## When a moment stops following the volume

Pressure shrinks the cell of a crystal, and whoever models it must decide whether a magnetic moment computed at one volume can be carried over to another. For tungsten telluride in a hypothetical zincblende structure, the answer depends on how far the cell is squeezed. The volume ratio in the table is the cell volume divided by that of the reference cell, where the pressure is practically zero. The cell moment is the net spin moment of one W and one Te atom.

Zincblende WTe, scaled evenly in volume from the reference cell with a = 6.048 Å (volume ratio 1), computed with Ansatz 0.2.0 using PBEsol, plane-wave PAW, scalar-relativistic, with collinear spin. Each point starts from +1 μB on W, with a 420 eV cutoff, a 12×12×12 k mesh and Gaussian smearing of 0.1 eV. Pressure is positive in compression.

| volume ratio | pressure (GPa) | cell moment (μB) | largest site moment (μB) |
| --- | --- | --- | --- |
| 0.8 | 36.06 | 0.73 | 0.45 |
| 0.86 | 21.06 | 1.10 | 0.68 |
| 0.92 | 10.14 | 1.28 | 0.81 |
| 0.96 | 4.53 | 1.33 | 0.86 |
| 1 | -0.01 | 1.36 | 0.90 |
| 1.04 | -3.63 | 1.39 | 0.94 |
| 1.1 | -7.68 | 1.45 | 1.01 |
| 1.18 | -11.25 | 1.53 | 1.10 |

The moment rises with volume in every step, but not at an even pace. A simple reference is the straight line through the row at zero pressure and the most expanded row. The other rows from 0.92 upward lie within 0.01 μB of it, although none of them was used to draw it. The rows at 0.86 and 0.80 fall below.

The smallest cell shows the size of the break. The line starts from the moment at zero pressure and takes off its slope times the compression:

$$1.36-\frac{1.53-1.36}{0.18}\times 0.20 = 1.17\ \mu_\mathrm{B}.$$

The calculation gives 0.73 μB, which is 38 % less than the line predicts. At 0.86 the shortfall is only 10 %, so the curve bends progressively rather than stepping down. The output after the text lists this comparison for all rows.

The lost moment belongs to tungsten. When the electrons of the same runs are assigned to atomic orbitals, the W 5d shell accounts for 0.52 of the 0.55 μB lost between 0.92 and 0.80. The site moment in the table falls by less than 0.4 μB, because it leaves out part of the moment around the atom. The question is therefore why these 5d electrons give up their spin alignment so quickly at the end.

In a metal, a moment has a price. Electrons must leave spin-down states and fill spin-up states of higher energy, and exchange between parallel spins must pay for it. Let $m$ be the moment in μB, $N$ the number of states per eV and spin at the Fermi level before the spins align, and $I$ the exchange strength in eV. Moving $m/2$ electrons costs $m^2/4N$ and gains $Im^2/4$. With a term $bm^4$ ($b>0$) that limits the growth, the energy and its minimum are

$$E=\frac{m^2}{4}\left(\frac1N-I\right)+bm^4,\qquad m=\sqrt{\frac{I-1/N}{8b}}.$$

Compression is expected to act mainly on the price. As the atoms approach, W 5d and Te 5p orbitals overlap more, the bands broaden, and $N$ usually falls. If the difference $I-1/N$ then shrinks steadily, its square root drops ever faster as the difference nears zero, so a smooth cause can produce a bend.

Here the square root is only part of the answer. With a fixed $b$ and an evenly shrinking difference, $m^2$ would fall evenly with volume. In the table it falls by about 0.3 μB² between 1.04 and 0.92, but by about 1.1 μB² over the equally wide stretch from 0.92 to 0.80. Either the difference itself shrinks faster at the end, or the limit on the moment is not the fixed term $bm^4$ assumed here. The data do not decide between the two. Nor would the square root of an evenly changing difference explain why the moment rises slightly faster again beyond 1.04, where it should level off.

A bead on a vertical hoop that spins about its upright diameter shows the square-root part of the effect. At high speed it sits well up the side, and slowing the hoop a little hardly lowers it. Near the threshold speed, the same slowing brings it down quickly. The likeness covers only the approach to the threshold: the crystal still has a moment in its smallest cell, so the volume at which magnetism would end lies outside the table.

The calculated bands offer a partial check on the role of broadening. In this metal, bands that would be empty in an insulator reach below the top of those that would be full, and the depth of this overlap can be followed from row to row. For each 0.01 of volume ratio it grows by about 0.07 eV between 1.04 and 0.92, and by 0.09 eV in the last step to 0.80. The moment, by contrast, falls more than six times as fast in that last step as along the line. This is consistent with band broadening as the cause but does not prove it. The growth of the overlap quickens far less than the fall of the moment, the overlap also depends on the spin splitting, and no density of states is available to show how fast $N$ changes.

The pressure shows no sudden change at the bend. The resistance to compression rises steadily from row to row, from about 50 GPa in the most expanded interval to about 210 GPa in the most compressed. This is reasonable for a moment that shrinks continuously, since its contribution to the pressure then changes continuously too. How large that contribution is remains open, as there is no nonmagnetic calculation to subtract.

Chromium telluride in the same structure should behave differently. Its 3d orbitals are more compact and their exchange is stronger compared with the band width, so theory would expect a larger moment that holds out to stronger compression. The more extended 5d orbitals of tungsten should bring the bend closer.

For the decision at the start, the straight line serves from 0.92 to 1.18, and 0.92 already corresponds to about 10 GPa. Smaller cells need their own spin-polarised calculation. Both rules hold for the magnetic solution followed here, which was always started from a small moment on tungsten; a high-spin state might lie lower, and so might an order with opposed tungsten moments, for which this cell has no room. Spin–orbit coupling, strong in 5d shells, is also missing and could shift the moments, so the values should not be taken as predictions for a real sample.

Output of the analysis:

```
Moments against the straight line (μB):
   row  cell line  cell minus line  site line  site minus line
   0.8      1.171          -0.4411     0.6778          -0.2278
  0.86      1.228          -0.1278     0.7444         -0.06444
  0.92      1.284        -0.004444     0.8111        -0.001111
  0.96      1.322         0.007778     0.8556         0.004444
   1.0       1.36                0        0.9                0
  1.04      1.398        -0.007778     0.9444        -0.004444
   1.1      1.454        -0.004444      1.011        -0.001111
  1.18       1.53                0        1.1                0
Step from the row above:
   row  moment rise per 0.01 of volume ratio (μB)  mean stiffness -V dP/dV (GPa)
  0.86                                    0.06167                          207.5
  0.92                                       0.03                            162
  0.96                                     0.0125                          131.8
   1.0                                     0.0075                          111.2
  1.04                                     0.0075                          92.31
   1.1                                       0.01                          72.22
  1.18                                       0.01                          50.87
slope of the line, μB per 0.01 of volume ratio: 0.009444
cell moment at 0.80 against the line, %: -37.67
cell moment at 0.86 against the line, %: -10.41
site moment at 0.80 against the line, %: -33.61
cell moment lost from 0.92 to 0.80, μB: 0.55
share of the loss from 1.00 to 0.80 that falls below 0.92, %: 87.3
W 5d moment at 0.80, μB: 0.7089
W 5d moment at 0.92, μB: 1.233
W 5d moment lost from 0.92 to 0.80, μB: 0.5245
growth of band overlap per 0.01 of volume ratio, 1.04 to 0.92, eV: 0.06686
growth of band overlap per 0.01 of volume ratio, 0.92 to 0.86, eV: 0.07264
growth of band overlap per 0.01 of volume ratio, 0.86 to 0.80, eV: 0.09295
```
